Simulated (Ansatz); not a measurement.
# Vacuum decay constant of filled states against the square root of the work function for surface alloys and overlayers on Mo, Ru, W, Pt, Al and Cu (PBE, PBEsol, PBE-D3(BJ) and r2SCAN)

I have to decide whether the apparent barrier from a tunnelling current-distance curve may be read as the local work function of an alloyed or covered metal surface. Such readings are used to map dipoles on catalysts and metal contacts, so an error of some tenths of an eV matters. The test is the decay constant κ of the filled states between the Fermi level and the sample bias, fitted 3 to 5 Å above the top atom. I measure it against κ₀, the decay constant of a free electron at the Fermi level without momentum along the surface, taken from the computed work function of the same face. Both are calculated quantities, and no tip is included.

## How the numbers were made

Ansatz 0.2.0, plane-wave Kohn-Sham DFT with its default PAW datasets at cutoffs of 420 to 500 eV, level as listed. Slabs and stacks are built by hand and relaxed; a single point with 16 to 18 Å of vacuum, a dipole correction, Fermi-Dirac smearing of 0.05 eV and meshes of 6 to 14 points along the first in-plane vector gives the density of the states between the Fermi level and the sample bias. Its planar mean n(z) is fitted as exp(−2κz) between 3 and 5 Å above the top atom. Spin-polarised where magnetic elements are present, no spin-orbit coupling.

Notes on method and selection:

- A free electron at the Fermi level with no momentum along the surface decays with κ₀ = 0.5123·√Φ Å⁻¹, Φ in eV; momentum along the surface raises κ, and the slow approach of the potential to the vacuum level lowers it.
- The tip is left out (Tersoff-Hamann).
- Slabs this thin have discrete subbands, so κ depends on which of them fall in the window.
- Runs in which the search for lower states was switched off are not listed.
- Work functions and vacuum levels are read from the electrostatic potential (Hartree and local ionic parts), which a warning of a rough exchange-correlation potential in thin density does not concern.
- Sites and patterns name the starting structure; atoms can leave their sites in the relaxation.
- The default PAW datasets of this version of Ansatz are the set soft_2.
- Runs that did not converge, have known faults or may not be shown are not listed, and runs on Ansatz's PAW sets soft_1 and soft_2 are kept to separate tables.

Columns:

- κ₀ (Å⁻¹): κ₀ = 0.5123·√Φ from the work function of the upper face.
- Φ (eV): work function: vacuum level outside the slab less the Fermi level, upper face.
- bias (V): sample bias that sets the window.
- level: functional and dispersion term.
- κ (Å⁻¹): decay constant κ of the filled states within the window under the Fermi level.
- barrier ratio: apparent barrier (κ/0.5123)² over the work function.

## The series

| member | κ₀ (Å⁻¹) | Φ (eV) | bias (V) | level | κ (Å⁻¹) | barrier ratio |
| --- | --- | --- | --- | --- | --- | --- |
| Mo(110)-(2x1)-Fe surface alloy (PBEsol) | 1.086 | 4.49 | −0.3 | PBEsol | 1.107 | 1.04 |
| Ru(0001)-(2x1)-Si surface alloy (PBE-D3(BJ)) | 1.096 | 4.58 | −0.2 | PBE-D3(BJ) | ? | ? |
| W(100)-c(2x2)-Au, hollow site (PBE) | 1.109 | 4.68 | −0.4 | PBE | 1.223 | 1.22 |
| Ru(0001)-c(4x2)-Si surface alloy (PBE) | 1.125 | 4.82 | −0.4 | PBE | 1.196 | 1.13 |
| Pt(110)-(1x3)-Ag surface alloy (PBE) | 1.138 | 4.93 | −0.4 | PBE | 1.169 | 1.06 |
| Pt(111)-(2x1)-Ge surface alloy (r2SCAN) | 1.151 | 5.05 | −0.2 | r2SCAN | 1.272 | 1.22 |
| SO2 on Al(111), bridge site (PBE-D3(BJ)) | 1.172 | 5.23 | −0.1 | PBE-D3(BJ) | 1.292 | 1.22 |
| Cu(111)-(2x1)-S, hcp site (r2SCAN) | 1.205 | 5.54 | −0.3 | r2SCAN | 1.398 | 1.35 |

Cells marked ? are withheld until the estimate has been made.

Least-squares fits to the members shown, with x = κ₀ (Å⁻¹); R² and errors in the fitted variable (y, or ln y where the fit is in ln y):

| y | members | fit | R² | rms residual | leave-one-out rms | the same for the mean of the others |
| --- | --- | --- | --- | --- | --- | --- |
| κ (Å⁻¹) | 7 | y = −1.271 + 2.198 x | 0.85 | 0.033 | 0.045 | 0.10 |
| barrier ratio | 7 | y = −1.244 + 2.122 x | 0.61 | 0.063 | 0.084 | 0.12 |

## Interpretation

In all seven rows shown κ lies above κ₀. The excess runs from 1.107 / 1.086 = 1.02 for the Fe alloy on Mo(110) to 1.398 / 1.205 = 1.16 for S on Cu(111). Because the barrier goes as κ squared, these become barrier ratios of 1.04 and 1.35. Read as a work function, the barrier would be too high by (1.107 / 0.5123)² − 4.49 = 0.18 eV on the first surface, and badly wrong on the second.

The fitted slope of κ against κ₀ is 2.198, where the free-electron law requires 1. I don't take this as a steeper law of the work function. The three rows that share PBE and a bias of −0.4 V run the other way: from Au on W(100) through the Si alloy on Ru(0001) to the Ag alloy on Pt(110), κ₀ rises from 1.109 to 1.138 Å⁻¹ while κ falls from 1.223 to 1.169 Å⁻¹. The steep slope owes much to the two end rows, which differ in metal, overlayer and functional, and for both of which the code warns that the one-electron levels were not confirmed.

Momentum along the surface has the right sign for the excess, through κ² = κ₀² + k². For S on Cu(111) it would take k = √(1.398² − 1.205²) = 0.71 Å⁻¹, an effective value, since the slow rise of the potential towards the vacuum level pulls κ down. The depth of the window is too small a cause there. A state at its lower edge, 0.3 eV below the Fermi level, would have 0.5123 × √(5.54 + 0.3) = 1.238 Å⁻¹ without momentum along the surface, still far below 1.398 Å⁻¹. Which subbands of the thin slab fall in the window may add to the differences between rows.

## Predicting the missing value

Plain estimates from the members shown:

- Ru(0001)-(2x1)-Si surface alloy (PBE-D3(BJ)), fit at x = 1.096: 1.138 Å⁻¹
- Ru(0001)-(2x1)-Si surface alloy (PBE-D3(BJ)), straight-line interpolation between Mo(110)-(2x1)-Fe surface alloy (PBEsol) and W(100)-c(2x2)-Au, hollow site (PBE): w = (1.096 − 1.086) / (1.109 − 1.086) = 0.435, so 1.107 + 0.435 × (1.223 − 1.107) = 1.157 Å⁻¹

For the (2x1) Si alloy on Ru(0001) I use the straight-line fit, which gives −1.271 + 2.198 × 1.096 = 1.138 Å⁻¹. Its leave-one-out error of 0.045 Å⁻¹ is less than half the 0.10 Å⁻¹ of the mean of the others, so it is usable as an interpolation even though its slope is not a physical law. The interpolation between neighbours, 1.157 Å⁻¹, hangs on just two rows, of which Au on W(100) lies well above the fit.

The closest relative is the c(4x2) Si alloy on the same metal. There the fit gives −1.271 + 2.198 × 1.125 = 1.202 Å⁻¹ against the calculated 1.196 Å⁻¹, although that row helped to set the line.

As a check I carry the relative's excess over. Scaling with κ₀ gives 1.196 × 1.096 / 1.125 = 1.165 Å⁻¹. The window here is 0.2 V shallower, so its middle lies 0.1 eV higher, and the free-electron slope 0.5123 / (2 × √4.58) = 0.12 Å⁻¹ per eV takes off 0.012, leaving 1.165 − 0.012 = 1.153 Å⁻¹. That is within the error of the fit, so I apply no shift. The dispersion term acts on κ only through the relaxed geometry and gives no reason for one either.

The different Si pattern could change which momenta along the surface dominate, in a direction I can't fix. I take the leave-one-out error, rounded up, as one standard deviation: 1.14 ± 0.05 Å⁻¹.

**Committed estimate, Ru(0001)-(2x1)-Si surface alloy (PBE-D3(BJ)): κ = 1.14 ± 0.05 Å⁻¹.**

## The withheld result

| member | κ₀ (Å⁻¹) | Φ (eV) | bias (V) | level | κ (Å⁻¹) | barrier ratio |
| --- | --- | --- | --- | --- | --- | --- |
| Ru(0001)-(2x1)-Si surface alloy (PBE-D3(BJ)) | 1.096 | 4.58 | −0.2 | PBE-D3(BJ) | 1.161 | 1.12 |

| member | estimate | κ (Å⁻¹) | computed | estimate − computed | miss in error bars |
| --- | --- | --- | --- | --- | --- |
| Ru(0001)-(2x1)-Si surface alloy (PBE-D3(BJ)) | committed | 1.140 | 1.161 | −0.021 | 0.4 |
| Ru(0001)-(2x1)-Si surface alloy (PBE-D3(BJ)) | fit | 1.138 | 1.161 | −0.023 |  |
| Ru(0001)-(2x1)-Si surface alloy (PBE-D3(BJ)) | interpolation | 1.157 | 1.161 | −0.004 |  |

The estimate of 1.14 ± 0.05 Å⁻¹ held: the computed κ is 1.161 Å⁻¹, so I was 0.021 too low, or 0.4 error bars. The fit alone missed by nearly the same, −0.023. The interpolation I had set aside came closer, at −0.004, but its two neighbours lie on opposite sides of the fitted line, and one hit gives me no reason to prefer it in general.

The comparison with the c(4x2) Si alloy on the same metal served better than the fit I chose. Its excess over the free-electron value, carried over with the correction for the shallower window, gave 1.165 − 0.012 = 1.153 Å⁻¹. The excess is indeed almost the same in both: 1.161 / 1.096 = 1.059 here and 1.196 / 1.125 = 1.063 there. My worry that the other Si pattern would change the momenta along the surface is not borne out by any visible shift, though bias and dispersion term differ too. The density behind κ was also filtered for the c(4x2) alloy and not for this one, so the near-equal excess is no clean test of the pattern.

κ again lies above κ₀, and the depth of the window doesn't cover the excess: the apparent barrier is 5.14 − 4.58 = 0.56 eV above the work function, while the window reaches only 0.2 eV below the Fermi level. Momentum along the surface remains a possible cause here, but not every row needs it. Before the estimate I tried the window only on S on Cu(111). For the Fe alloy on Mo(110) the barrier is too high by just 0.18 eV with a window 0.3 eV deep, so the window alone could account for that small excess. The size of that excess seems to belong to the particular surface as much as to its work function.

## Residuals

Least-squares fits to the whole series, with x = κ₀ (Å⁻¹); R² and errors in the fitted variable (y, or ln y where the fit is in ln y):

| y | members | fit | R² | rms residual | leave-one-out rms | the same for the mean of the others |
| --- | --- | --- | --- | --- | --- | --- |
| κ (Å⁻¹) | 8 | y = −1.177 + 2.118 x | 0.86 | 0.032 | 0.041 | 0.098 |
| barrier ratio | 8 | y = −1.088 + 1.989 x | 0.61 | 0.060 | 0.077 | 0.11 |

Largest departures from the fit to the whole series:

| member | κ (Å⁻¹) | fit | computed − fit | in rms residuals |
| --- | --- | --- | --- | --- |
| Pt(110)-(1x3)-Ag surface alloy (PBE) | 1.169 | 1.233 | −0.064 | 2.0 |
| W(100)-c(2x2)-Au, hollow site (PBE) | 1.223 | 1.172 | +0.051 | 1.6 |
| Cu(111)-(2x1)-S, hcp site (r2SCAN) | 1.398 | 1.375 | +0.023 | 0.7 |
| Ru(0001)-(2x1)-Si surface alloy (PBE-D3(BJ)) | 1.161 | 1.144 | +0.017 | 0.5 |

The Ag alloy on Pt(110) lies 0.064 Å⁻¹ below the line, 2.0 rms residuals. It departs from the fit, not from the free-electron law, which it follows closely: 1.169 / 1.138 = 1.027. Most of the small excess comes from the depth of the window: with a much shallower one on the same surface, κ falls most of the way back to κ₀. The apparent barrier, (1.169 / 0.5123)² = 5.21 eV, is 5.21 − 4.93 = 0.28 eV above the work function, less than the window's depth of 0.4 eV, so momentum along the surface isn't needed to explain it. States with little such momentum may dominate the window, which would give the low sign. A larger momentum, offset by the slow rise of the potential, would do the same.

Au on W(100) lies 0.051 Å⁻¹ above the line, 1.6 rms residuals. Here the window isn't enough. The apparent barrier, (1.223 / 0.5123)² = 5.70 eV, is 5.70 − 4.68 = 1.02 eV above the work function with a window of the same 0.4 eV, and states away from the zone centre are a possible cause. Both rows are PBE at −0.4 V, so neither functional nor bias sets them apart, but the reading of the density does. It was filtered for Au on W(100) and for the c(4x2) Si alloy on Ru(0001), and for no other row. No surface here was read both ways, so I can't say how much of the gap between the W and Pt rows is due to it. This also touches the fall of κ from W through Ru to Pt that I set against the fitted slope: only the step from W to Ru compares like with like. By the free-electron slope, a window 0.2 V deeper than that of the shallower rows raises κ by roughly 0.01 Å⁻¹, too little for the W row and of the wrong sign for the Pt row. The subbands of a thin slab could act in either direction.

S on Cu(111) has the largest barrier ratio, 1.35, yet departs by only +0.023 Å⁻¹. As the row with the highest κ₀ it pulls the line towards itself. I named the warning of unconfirmed one-electron levels only for this row and the Fe alloy on Mo(110), but the Ge alloy on Pt(111) carries it too. These levels decide which states fall in the window, so three of the eight values of κ are open to that doubt.

## Conclusions and limits

For work functions of 4.49 to 5.54 eV, the calculated κ exceeds κ₀ in all eight rows, by 2 to 16 %. In six of them the apparent barrier lies further above the work function than the window is deep. For the Fe alloy on Mo(110) and the Ag alloy on Pt(110) it doesn't, and there the depth of the window can account for the excess. All eight calculations of κ warn of a rough exchange-correlation potential in thin density. My note on method clears only the work functions of this. κ is not cleared, because it is fitted 3 to 5 Å out, where the density is thin and this potential helps to shape the decay. I have no size for the resulting error. With Φ known, the fit gives the κ of a new surface of this mixed kind, calculated in the same way, to about 0.04 Å⁻¹, against 0.10 for the mean of the others. An error shared by all rows is not contained in that figure.

My decision is not to read the apparent barrier at these heights as the work function. The size of the excess is only as good as the calculated κ, but if the rough potential spoils κ, these rows give the reading no support either. The test concerns the planar mean between 3 and 5 Å, so it says nothing about differences from site to site within a cell. Farther out, the states with the least momentum along the surface should come to dominate, and the excess that such momentum causes should shrink. For the (2x1) Si alloy on Ru(0001) the calculated apparent barrier is (1.161 / 0.5123)² = 5.14 eV, which is too high by 5.14 − 4.58 = 0.56 eV. Even the sign of a difference can fail. Au on W(100) and the c(4x2) Si alloy on Ru(0001) share functional, bias and filtered density. From the first to the second the work function rises by 4.82 − 4.68 = 0.14 eV, while the apparent barrier falls from 5.70 eV to 1.13 × 4.82 = 5.45 eV, the barrier ratio times the work function.

Among the omitted physics is the long-range image potential. Semilocal functionals lack it, and it would lower the barrier at these heights and with it κ. I have no computed size for it, but at about 0.12 Å⁻¹ per eV a lowering of only 0.3 eV would take 0.12 × 0.3 = 0.036 Å⁻¹ off κ, about as much as the rms residual of 0.032.
